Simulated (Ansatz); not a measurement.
## From C to Sn: the atomisation energy (no zero-point term)

One atom is swapped for its congeners: CH3Cl (chloromethane) `CCl`; SiH3Cl (chlorosilane) `[SiH3]Cl`; GeH3Cl (chlorogermane) `[Cl][GeH3]`; SnH3Cl `[Cl][SnH3]`. All are singlets with charge 0.

Shapes, held fixed at every level: PBE0-D4/def2-TZVP. Programs: Ansatz 0.2.0. Values in eV.

```csv
level,CH3Cl,GeH3Cl,SnH3Cl
SPW92/def2-TZVPP,19.38,14.84,13.43
r2SCAN-D4/def2-TZVPP,17.16,13.32,11.92
BHLYP-D4/def2-TZVPP,16.71,13.01,11.71
r2SCAN0-D4/def2-TZVPP,16.99,13.20,11.81
CCSD(T)/def2-SVP,16.21,12.40,11.00
CCSD/def2-TZVPP,16.54,12.99,11.61
CCSD(T)/def2-TZVPP,16.75,13.13,11.76
```

Problem. Estimate the column for SiH3Cl from its neighbours.

Solution. The mean of the neighbours at CCSD(T)/def2-TZVPP is 14.94 eV, against 14.36 from the run: the member lies nearer Ge. All rows: SPW92/def2-TZVPP 16.05; r2SCAN-D4/def2-TZVPP 14.69; BHLYP-D4/def2-TZVPP 14.52; r2SCAN0-D4/def2-TZVPP 14.60; CCSD(T)/def2-SVP 13.63; CCSD/def2-TZVPP 14.24; CCSD(T)/def2-TZVPP 14.36 eV. At CCSD(T)/def2-TZVPP the atomisation energy falls at every step, from 16.75 to 11.76 eV. Every level shows the same order. For atoms past krypton def2 sets carry core potentials with scalar relativity. Relativity is left out for Ge unless named. Correlated rows may include outer-core shells of Ge, Sn, which these sets cover unevenly. Spin-orbit coupling, which grows down the group, is left out (summed over each molecule's free atoms 0.04, 0.06, 0.16, 0.34 eV).

The weakening from C to Sn is uneven: at every level the largest single drop comes between carbon and silicon, which is why interpolation overestimates SiH3Cl. Carbon's 2p shell has no inner p shell beneath it, so it is compact, close in extent to 2s, and overlaps strongly with hydrogen 1s. The heavier congeners bond through more diffuse orbitals with a poorer s–p match, and their bonds to hydrogen are weaker.

The three X–H bonds probably carry the decline, since the Si–Cl bond is known to be stronger than C–Cl, helped by its greater polarity. The falling total therefore doesn't imply that the bond to chlorine weakens at each step.

SPW92 binds all four molecules too strongly, probably because the local density approximation treats the inhomogeneous free atoms worse than the molecules. CCSD(T) energies still rise markedly from def2-SVP to def2-TZVPP, so the close match of BHLYP-D4 for CH3Cl, 16.71 against 16.75 eV, doesn't establish that functional's accuracy at the basis-set limit.
